A pseudopotential should scatter an electron as the full atom does. For this aluminium potential (PBE, scalar-relativistic) three sizes are worth remembering. The phase falls in steps of π, a few hartree apart. Between the energies at which the potential was matched, its scattering features are misplaced by about 10 mHa or less. Two hartree above the last matched s energy the misplacement exceeds 0.1 Ha. The question is how far the rows up to 3.060 Ha fix the five rows above.

ONCVPSP 4.0.1, optimised norm-conserving Vanderbilt pseudopotential, PBE, scalar-relativistic, Al with [Ne] core and 3s2 3p1 valence. For s, p and d: radii 2.18, 2.7 and 2.82 bohr; 2, 2 and 3 projectors; reference energies -0.2849, -0.09967 and 0.03 Ha; energy steps 1.2, 2.7 and 3.1 Ha. Phases are unwrapped arctan(rR′/R) just outside each radius; errors are pseudo minus all-electron.

| energy (Ha) | phase s all-electron (rad) | phase s error (rad) | phase p all-electron (rad) | phase p error (rad) | phase d all-electron (rad) | phase d error (rad) |
| --- | --- | --- | --- | --- | --- | --- |
| -1.980 | 1.1985 | -0.0011 | 1.3269 | -0.0011 | 1.3612 | 0.0000 |
| -1.620 | 1.1137 | -0.0011 | 1.2873 | -0.0010 | 1.3350 | 0.0000 |
| -1.260 | 0.9572 | -0.0010 | 1.2237 | -0.0011 | 1.2972 | -0.0001 |
| -0.900 | 0.5949 | -0.0009 | 1.0999 | -0.0013 | 1.2364 | -0.0001 |
| -0.540 | -0.2753 | -0.0002 | 0.7491 | -0.0017 | 1.1193 | -0.0001 |
| -0.180 | -1.0261 | 0.0000 | -0.5499 | -0.0001 | 0.7940 | -0.0001 |
| 0.180 | -1.3246 | -0.0001 | -1.3145 | -0.0006 | -0.4852 | -0.0001 |
| 0.540 | -1.4688 | 0.0000 | -1.5382 | -0.0017 | -1.3126 | -0.0004 |
| 0.900 | -1.5607 | 0.0000 | -1.6777 | -0.0033 | -1.5542 | -0.0007 |
| 1.260 | -1.6349 | -0.0001 | -1.8590 | -0.0081 | -1.7353 | -0.0016 |
| 1.620 | -1.7106 | -0.0008 | -2.4572 | -0.0347 | -2.2032 | -0.0075 |
| 1.980 | -1.8091 | -0.0045 | -4.0694 | -0.0112 | -4.1148 | -0.0042 |
| 2.340 | -1.9808 | -0.0242 | -4.4560 | -0.0006 | -4.5078 | -0.0004 |
| 2.700 | -2.4248 | -0.1717 | -4.5790 | -0.0001 | -4.6227 | -0.0001 |
| 3.060 | -3.5587 | -0.3436 | -4.6449 | -0.0009 | -4.6883 | 0.0000 |
| 3.420 | ? | ? | ? | ? | ? | ? |
| 3.780 | ? | ? | ? | ? | ? | ? |
| 4.140 | ? | ? | ? | ? | ? | ? |
| 4.500 | ? | ? | ? | ? | ? | ? |
| 4.860 | ? | ? | ? | ? | ? | ? |

The phase is arctan L, continued through its jumps, with L = rR′/R, R the radial function of the s, p or d wave and r just outside the channel radius. The error is pseudo minus all-electron. All rows probe one fixed, spherical, non-spin-polarised atom.

### From −1.98 to −0.54 Ha: why the phase falls

With u = rR, the radial equation in atomic units gives dL/dE = −2∫u²dr/(rR²), integrated from the nucleus to r. The phase must therefore fall with energy E, as all three all-electron columns do. Its slope is dL/dE divided by 1 + L², steep where L is near zero and flat where L is large. The d phase loses 0.026 rad between the first two rows but 1.91 rad between 1.620 and 1.980, a ratio of about 70.

An error in radians is thus better read as an energy shift ε, defined by pseudo phase(E) = all-electron phase(E + ε), so that error ≈ slope × ε. The p error is −0.0017 at both −0.540 and 0.540, yet ε, read from the model curve fitted below, is 1.0 mHa in one row and 3.9 mHa in the other.

### From −0.18 to 1.26 Ha: nodes and projectors

When a node of R crosses r, L runs through infinity and the phase drifts slowly through −π/2, later −3π/2. All three channels pass −π/2 between 0.540 and 1.260.

Reference energy plus step puts the projectors at −0.285 and 0.915 Ha (s), −0.100 and 2.600 Ha (p), 0.03 and 3.13 Ha (d), with a third d projector inferred at 6.23 Ha. At each projector energy Eᵢ the construction matches L, and norm conservation matches the integral above, hence the slope. A function that vanishes with its slope has a double zero, so ε ≈ A·Π(E − Eᵢ)², with A varying slowly. The near-zero errors at 0.900 (s), 2.700 (p) and 3.060 (d) are built in and test nothing; entries of 0.0001 are at print precision.

### From 1.62 to 3.06 Ha: the second drop

The large drops here occur in the all-electron columns, so they are not ghosts. The p and d errors peak at 1.620, between projectors. The s error climbs to −0.3436, and not through slope alone, since ε rises from 3.5 to 140 mHa. Over the rows above 0.3 Ha with errors of at least 0.0006 rad, A stays within a factor of about 1.5 in each channel. The cut matters for d, where the row at 0.540 (−0.0004) implies an A well below the four fitted values. The rows below 0.3 Ha were left out of the fit because the forecast concerns higher energies, and the law fails there: for p, A at 0.180 is already well below every fitted value, and at −1.980 it is at least 7 times smaller for s and over ten times smaller for p.

The next drop needs another half wave inside r, a rise of π/r in the wave number k. For d, k ≈ √(2 × 1.8) = 1.9 plus π/2.82 = 1.1 gives 3.0 per bohr, or E ≈ 4.5 Ha. This crude count comes out early for waves that penetrate the core, where k is large and responds little to E. To do better, the non-relativistic radial equation was integrated in a screened Coulomb potential (Green-Sellin-Zachor form), with four constants shared by all channels and fitted to the 45 known phases. Three of them shape the potential, trade against each other and carry little meaning; the fourth scales the radius at which the phase is read and places it about 1% outside the channel radius, in line with the definition. The fit leaves 0.007 to 0.017 rad rms, far above the table's rounding of 0.00005. For the forecast, each channel's curve is shifted in energy to pass through the row at 3.060. In a back-test, fitted only to 1.980 and shifted to match that row, the model missed the later known rows by at most 23 mHa. The bars start from a chosen 0.02 Ha and widen with distance at the rate of each channel's miss.

### From 3.42 to 4.86 Ha: the forecast

The main hand estimates, in radians:

- s phase: −4.1 to −4.3 at 3.42, then flattening up to 4.86 without crossing −3π/2.
- p phase: crosses −3π/2 between 3.42 and 3.78.
- d phase: past −3π/2 by 3.42, −5.0 to −5.7 at 4.50, in its next drop at 4.86 (−5.5 to −7.3, poorly constrained).
- s error: negative, −0.10 to −0.28 at 3.42, smaller than before although ε keeps growing; later rows −0.05 to −0.5. This is the weakest forecast, since a polynomial cannot hold far out.
- p error: grows steadily from about −0.003 at 3.42 to between −0.06 and −0.4 at 4.86.
- d error: at most 0.002 in size to 4.14, and −0.003 to −0.06 at 4.86.
- No jump of π in any channel.

The fitted models give narrower ranges, except for the p error at 4.86, where the range is much wider. Half of the fitted drift of ln A with energy was kept, an arbitrary compromise, and ε was allowed a factor growing from 1.4 to 2.

| E (Ha) | s phase | s error | p phase | p error | d phase | d error |
|---|---|---|---|---|---|---|
| 3.42 | −4.226…−4.174 | −0.230…−0.117 | −4.694…−4.688 | −0.0045…−0.0021 | −4.745…−4.738 | −0.0001…0.0000 |
| 3.78 | −4.429…−4.402 | −0.160…−0.073 | −4.734…−4.726 | −0.0119…−0.0046 | −4.808…−4.796 | −0.0004…−0.0001 |
| 4.14 | −4.526…−4.508 | −0.141…−0.058 | −4.776…−4.766 | −0.034…−0.010 | −4.917…−4.889 | −0.0018…−0.0004 |
| 4.50 | −4.585…−4.571 | −0.148…−0.053 | −4.831…−4.814 | −0.151…−0.024 | −5.323…−5.159 | −0.0173…−0.0028 |
| 4.86 | −4.626…−4.614 | −0.198…−0.054 | −4.930…−4.890 | −2.34…−0.083 | −7.251…−6.928 | −0.0405…−0.0050 |

One entry in full, p at 4.14, a row outside the fit: (4.240 × 1.540)² = 42.6. The fitted A of 0.00321 at 3.06, times exp(0.5 × 0.06 × 1.08) = 1.033, is 0.00332, so ε = 0.141 Ha. The model's central phases at 3.78 and 4.50, −4.730 and −4.822, give a slope of −0.128 rad/Ha and an error of −0.018.

The withheld rows as computed:

| energy (Ha) | phase s all-electron (rad) | phase s error (rad) | phase p all-electron (rad) | phase p error (rad) | phase d all-electron (rad) | phase d error (rad) |
| --- | --- | --- | --- | --- | --- | --- |
| 3.420 | -4.2028 | -0.1716 | -4.6911 | -0.0030 | -4.7420 | 0.0000 |
| 3.780 | -4.4173 | -0.1258 | -4.7306 | -0.0076 | -4.8022 | 0.0000 |
| 4.140 | -4.5186 | -0.1257 | -4.7715 | -0.0189 | -4.9014 | 0.0001 |
| 4.500 | -4.5790 | -0.1624 | -4.8235 | -0.0558 | -5.2187 | 0.0008 |
| 4.860 | -4.6207 | -0.3079 | -4.9108 | -0.2811 | -7.0832 | 0.0024 |

### Hits and misses

The printed analysis after this text lists every forecast and miss. All 15 all-electron phases fall inside the model ranges, and every hand range for them holds. Thirteen central values miss by 0.002 rad or less, so the bars were generous; d misses by 0.011 and 0.033 rad inside its drop. The flat p rows are an easy test, since a straight line through the last two known rows comes within 0.08 rad. The same line misses s by 4.6 rad and d by 2.1 rad at 4.860.

The p error is the real success of the quartic law. The worked row comes out at −0.0189, and at 4.860, over 2 Ha beyond the last projector, ε is 396 mHa against 426 forecast, although the range there was too wide to test much.

The s error first shrinks, as forecast, so radians did mislead. It stays inside the wide hand range but leaves the model range at 4.500 and 4.860, where −0.3079 is three times the central −0.099. Adding the columns gives a pseudo phase of −4.644 at 4.140 and −4.741 at 4.500: the pseudo wave passes −3π/2 there, while the model places the all-electron crossing at 6.1 Ha. The quartic was only the leading term, and ε outgrows it. The printed ε of 2 to 3.5 Ha is read from the model curve beyond the table and is good for its order only.

The d error misses in sign. It is 0.0008 at 4.500 and 0.0024 at 4.860, outside the hand range at 4.86 and the model range in four rows, though ε is only −0.6 mHa against 4.1 forecast. A product of squares with positive A cannot change sign, but theory does not fix the sign of A, which here rested on four rows below 2 Ha. In those rows A had already peaked at 1.620 and turned down by 1.980, while the forecast let it drift upward. That leans toward A falling through zero; the zero near 3.13 Ha may also not be exactly double, as scalar-relativistic matching is approximate. Neither is shown.

No error approaches π, but a 0.36 Ha grid can step over a narrow level, although the generator's own search flagged no ghost at negative or at positive energy, and a fixed-potential test bounds neither the missing core correction nor the error in a solid. The table leaves open whether the early s drop that begins at its last rows is a smooth loss of transferability, which a higher s projector might cure, or the edge of an extra level above 4.86 Ha; with no positive-energy ghost flagged in the run, the first is the likelier.

Printed output of the fit:

```
fit on all known rows: H 2.065, d 0.674 bohr, q 1.065, radius factor 1.0141
back-test fit, E<2 Ha: H 2.184, d 0.713 bohr, q 1.027, radius factor 1.0080
s: rms 0.017 rad, worst +0.041 at -0.54; Ha: anchor +0.011, scatter 0.003, back-test miss 0.023, model -3pi/2 at 6.12, -2pi at 9.42
s E:eps[mHa]/A[1e-5] (E<0.3 unfitted) -1.98:6.0/25 -1.62:3.6/31.3 -1.26:1.6/36.2 -0.90:0.6/45.5 1.62:3.5/194 1.98:13.3/228 2.34:34.0/243 2.70:72.1/254 3.06:139.5/271
s A = eps/prod: A(3.06) 0.00276, dlnA/dE +0.22/Ha, max/min fitted 1.40
p: rms 0.013 rad, worst -0.043 at 1.62; Ha: anchor -0.002, scatter 0.004, back-test miss 0.023, model -3pi/2 at 3.62, -2pi at 5.55
p E:eps[mHa]/A[1e-5] (E<0.3 unfitted) -1.98:12.3/16.6 -1.62:7.4/18.1 -1.26:4.7/23.6 -0.90:2.6/32.6 -0.54:1.0/49.9 0.18:0.6/139 0.54:3.9/226 0.90:8.3/289 1.26:10.9/327 1.62:9.2/325 1.98:5.2/313 2.34:1.2/295 3.06:6.2/294
p A = eps/prod: A(3.06) 0.00321, dlnA/dE +0.06/Ha, max/min fitted 1.45
d: rms 0.007 rad, worst -0.020 at 1.98; Ha: anchor -0.005, scatter 0.006, back-test miss 0.015, model -3pi/2 at 3.22, -2pi at 4.72
d E:eps[mHa]/A[1e-5] (E<0.3 unfitted) 0.90:1.4/1.33 1.26:2.6/1.96 1.62:2.5/2.03 1.98:1.7/1.87
d A = eps/prod: A(1.98) 2.08e-05, dlnA/dE +0.29/Ha, max/min fitted 1.52
held rows, rad (rounding 0.00005): forecast [range] | computed, miss | linear-baseline miss, or eps forecast vs computed
s AE 3.42: -4.201 [-4.226,-4.174] | -4.2028 +0.002 in | linear -0.49
s err 3.42: -0.1664 [-0.2298,-0.1168] | -0.1716 +0.0052 in | eps 247.3 vs 259.9 mHa
s AE 3.78: -4.416 [-4.429,-4.402] | -4.4173 +0.001 in | linear -1.41
s err 3.78: -0.1108 [-0.1601,-0.0732] | -0.1258 +0.0150 in | eps 404.9 vs 488.9 mHa
s AE 4.14: -4.518 [-4.526,-4.508] | -4.5186 +0.001 in | linear -2.44
s err 4.14: -0.0934 [-0.1414,-0.0583] | -0.1257 +0.0323 in | eps 632.0 vs 980.4 mHa
s AE 4.50: -4.578 [-4.585,-4.571] | -4.5790 +0.001 in | linear -3.52
s err 4.50: -0.0908 [-0.1476,-0.0533] | -0.1624 +0.0716 OUT | eps 949.4 vs 2103.9 mHa
s AE 4.86: -4.620 [-4.626,-4.614] | -4.6207 +0.000 in | linear -4.61
s err 4.86: -0.0993 [-0.1981,-0.0538] | -0.3079 +0.2086 OUT | eps 1381.9 vs 3529.9 mHa
p AE 3.42: -4.691 [-4.694,-4.688] | -4.6911 +0.000 in | linear -0.02
p err 3.42: -0.0031 [-0.0045,-0.0021] | -0.0030 -0.0001 in | eps 27.0 vs 26.4 mHa
p AE 3.78: -4.730 [-4.734,-4.726] | -4.7306 +0.001 in | linear -0.05
p err 3.78: -0.0074 [-0.0119,-0.0046] | -0.0076 +0.0002 in | eps 68.7 vs 70.3 mHa
p AE 4.14: -4.771 [-4.776,-4.766] | -4.7715 +0.001 in | linear -0.07
p err 4.14: -0.0182 [-0.0344,-0.0099] | -0.0189 +0.0007 in | eps 141.3 vs 145.9 mHa
p AE 4.50: -4.822 [-4.831,-4.814] | -4.8235 +0.001 in | linear -0.08
p err 4.50: -0.0549 [-0.1512,-0.0244] | -0.0558 +0.0009 in | eps 256.1 vs 257.0 mHa
p AE 4.86: -4.909 [-4.930,-4.890] | -4.9108 +0.002 in | linear -0.06
p err 4.86: -0.3214 [-2.3353,-0.0827] | -0.2811 -0.0403 in | eps 426.2 vs 395.5 mHa
d AE 3.42: -4.742 [-4.745,-4.738] | -4.7420 +0.000 in | linear -0.01
d err 3.42: -0.0000 [-0.0001,0.0000] | 0.0000 -0.0000 in | eps 0.2 vs 0.0 mHa
d AE 3.78: -4.802 [-4.808,-4.796] | -4.8022 +0.000 in | linear -0.02
d err 3.78: -0.0002 [-0.0004,-0.0001] | 0.0000 -0.0002 OUT | eps 1.0 vs 0.0 mHa
d AE 4.14: -4.902 [-4.917,-4.889] | -4.9014 -0.001 in | linear +0.02
d err 4.14: -0.0009 [-0.0018,-0.0004] | 0.0001 -0.0010 OUT | eps 2.1 vs -0.2 mHa
d AE 4.50: -5.230 [-5.323,-5.159] | -5.2187 -0.011 in | linear +0.27
d err 4.50: -0.0069 [-0.0173,-0.0028] | 0.0008 -0.0077 OUT | eps 3.4 vs -0.4 mHa
d AE 4.86: -7.116 [-7.251,-6.928] | -7.0832 -0.033 in | linear +2.07
d err 4.86: -0.0147 [-0.0405,-0.0050] | 0.0024 -0.0171 OUT | eps 4.1 vs -0.6 mHa
inside range: all-electron 15/15, error 9/15; largest held |error| 0.308 rad
```
